**Q:** I have computed one TiSi cell, atoms fixed, on denser and denser k meshes, and the errors don't simply shrink. The 6x6x4 mesh beats 6x6x6, and 10x10x8 has a perfect pressure but a poor energy. Are some of these runs faulty?

TiSi (space group Cmmm, 2 atoms per cell) at fixed geometry, computed with Ansatz 0.2.0 using r2SCAN, PAW, no spin polarization, a 500 eV plane-wave cutoff and 0.1 eV Gaussian smearing. The k meshes are Γ-centred, with 24x24x18 as the reference. Energies are extrapolated to zero smearing; pressures are positive in compression and corrected for the finite cutoff.

| k mesh | energy less reference (meV per atom) | pressure less reference (GPa) | pressure (GPa) |
| --- | --- | --- | --- |
| 1x1x1 | -222.22 | -11.796 | -13.640 |
| 4x4x2 | -26.81 | -1.023 | -2.867 |
| 4x4x4 | 23.21 | -0.417 | -2.261 |
| 6x6x4 | 1.84 | 0.091 | -1.753 |
| 6x6x6 | 4.43 | 0.315 | -1.529 |
| 8x8x6 | 3.21 | 0.210 | -1.634 |
| 10x10x8 | -2.96 | 0.000 | -1.844 |
| 14x14x10 | -0.57 | 0.019 | -1.825 |
| 16x16x12 | 0.59 | -0.013 | -1.857 |
| 20x20x14 | -0.05 | 0.016 | -1.828 |
| 22x22x16 | -0.15 | -0.001 | -1.845 |

**A:** Nothing in the outputs points to a faulty run, but one row is in a different state from the others, and that is 1x1x1. Its single point, the zone centre Γ, shows a gap of 3.3 eV between filled and empty levels, so the crystal passes for an insulator. On every other mesh, the 24x24x18 reference included, it is a metal. We should set that row aside and ask how the error of a metal ought to fall.

**Q:** Why should being a metal matter? A mesh is a mesh.

**A:** Take the insulator as the limiting case. Its bands are completely full or completely empty, so the energy summed over them varies smoothly through k space. A regular mesh averages such a smooth periodic function extremely well, and the error dies off exponentially. In a metal the occupation stops at the Fermi surface. The band energy, counted from the Fermi level and only where states are filled, has a kink there, and a mesh is slow to average a kink.

**Q:** How slow?

**A:** Think of a mesh as a finite block of crystal that repeats: 10x10x8 stands for a block of 10 by 10 by 8 cells. Write the band energy as a sum of waves in k space, each belonging to a lattice vector of length R. The mesh can't tell a wave from a constant when its vector is a repeat vector of the block. The error is the sum of just those waves.

A kink gives waves whose strength falls as 1/R². Only patches of the curved Fermi surface that face along R add in phase, and their area shrinks as 1/R. Together this makes 1/R³. If the three axes are refined in step, R³ grows like the number of mesh points N, so the size of the error should fall roughly as 1/N. Its sign should swing, because the phase of each wave turns as R grows.

**Q:** Can you put a number on that for one of my rows?

**A:** Take 10x10x8. Theory supplies the power but not the scale, so I multiply the size of each energy error by N and take the median over the ten metallic meshes, which is 1139 meV per atom. This mesh has 10 × 10 × 8 = 800 points, so the estimate is 1139/800 ≈ 1.4 meV per atom. The computed error is 2.96 in size, about twice as much. The row is itself one of the ten behind the median, so this is a comparison and not an independent prediction.

Over the metallic series the picture holds up roughly. From 4x4x2 to 16x16x12 the number of points grows 96-fold and the error shrinks about 45-fold. On the two finer meshes the errors are so small that the error of the reference counts as well. Single rows lie between about a quarter of the estimate and about twice the estimate. With that much scatter the table agrees with 1/N but could not single it out from a somewhat different power.

**Q:** Then which rows really break the pattern?

**A:** Two stand out, though such scatter is no surprise in a sum of waves that can add up or cancel. On the high side it is 10x10x8, at about twice the estimate. On the low side it is 6x6x4, whose error of 1.84 meV per atom is about a quarter of the estimate. An error that swings in sign must pass near zero now and then, and a mesh that falls there looks better than it is. Refining only the third axis, to 6x6x6, changes some of the waves in the sum and leaves others. The error then grows 2.4-fold, to a size close to the estimate, so 6x6x6 is the ordinary row and 6x6x4 the lucky one. The 20x20x14 row lies about as low against the estimate, but its error is smaller than the likely error of the reference itself, so it can't be judged.

The swing shows well between 8x8x6 and 10x10x8, whose errors are similar in size but positive on the first mesh and negative on the second. From 4x4x2 to 4x4x4 the sign changes too, and the energy moves by 50 meV per atom. Meshes that coarse may also miss the general shape of the bands, though, so the kink need not be the whole cause there.

**Q:** I usually stop when two successive meshes agree. Is that unsafe here?

**A:** It is, and your table has an example. From 6x6x6 to 8x8x6 the energy changes by only 1.2 meV per atom, which looks like convergence. The next step, to 10x10x8, changes it by 6.2. The first two meshes agreed because they erred in the same direction and by similar amounts.

**Q:** What decides the direction?

**A:** In the simplest picture, it is whether the mesh happens to place levels at the Fermi energy or leaves a hole there. Replace the continuous band by a ladder of evenly spaced levels, each standing for the slice of band around it. In one limit a level sits exactly at the Fermi energy. The filled lower half of its slice should lower the energy, but the level itself contributes zero, so the sum comes out too high.

In the other limit the Fermi energy lies midway between two levels, and no slice is cut, so the sum lacks that excess and is lower. For a whole periodic band, the sum averaged over all positions of the ladder is exact. The first case must therefore lie above the exact value and the second below it. Bunching at the Fermi energy therefore raises the computed energy, and a hole lowers it. Your 1x1x1 row has a false gap and too low an energy, but it is no test of this, since a single point misses the shape of whole bands and not just the kink.

**Q:** Can that be seen in the metallic runs, or is it only an argument?

**A:** There is a trace of it. The calculation smears the occupations over 0.1 eV, and the resulting entropy term grows with the number of levels near the Fermi energy. For 10x10x8 this term is 4.0 meV per cell against 5.7 for the reference: too few levels there, and an energy that is too low. For 16x16x12 it is 6.2, and the energy is too high.

A fair test needs some care. The tabulated energy is the free energy plus half of that same entropy term, which by itself favours a shared sign. I therefore compare the entropy term with the free energy, from which it has been subtracted in full, so that any bias works against a shared sign. Even so, the two deviations from the reference have the same sign on eight of the ten metallic meshes; the exceptions are 4x4x2 and 6x6x4. Perhaps waves with different R compete on those two, since the waves of large R weigh more in the level count than in the energy, but that is a guess. Of the eight that agree, 20x20x14 and 22x22x16 count for little, because their free energies differ from the reference by less than its own likely error.

**Q:** And the perfect pressure of 10x10x8? Could I use that mesh to relax the cell?

**A:** I wouldn't. The pressure is the mean of the stresses along the three axes, and here their errors are −0.83, +0.75 and +0.07 GPa. They cancel in the mean, but a relaxation that lets the cell change shape follows each stress separately. It would be driven towards the wrong ratio of edges while the pressure looked converged. By its largest axial error this mesh is slightly worse than 8x8x6.

**Q:** At the fine end, 22x22x16 has a larger energy error than 20x20x14. Is that another swing?

**A:** That can't be decided, because the reference is a finite mesh too. The same 1/N estimate gives it an error of about 0.1 meV per atom, as large as the differences you would like to rank. This also hides an effect that theory leads us to look for on fine meshes. Smearing rounds off the kink, which weakens the waves of large R and should make the error fall faster than 1/N.

**Q:** So how do I choose a mesh if I want the energy to 1 meV per atom?

**A:** Use the estimate, but allow for the worst metallic row and not the best. That row errs by 2.1 times the estimate, so ask for about 2.1 × 1139 ≈ 2400 points. The first mesh in your series beyond that is 16x16x12, and it lies 0.6 meV per atom from the reference. The 14x14x10 mesh also meets the target, with an error of about the same size, but it has fewer points than this rule asks for.

For a semiconductor such as silicon the same reasoning gives a different habit. With no Fermi surface there is no kink, the error drops quickly and evenly, and agreement between two successive meshes is a much better sign. For another metal, expect the slow fall and the swings again, but find the scale anew, since the 1139 meV per atom belongs to this cell and its Fermi surface. Check each axial stress before trusting the pressure.
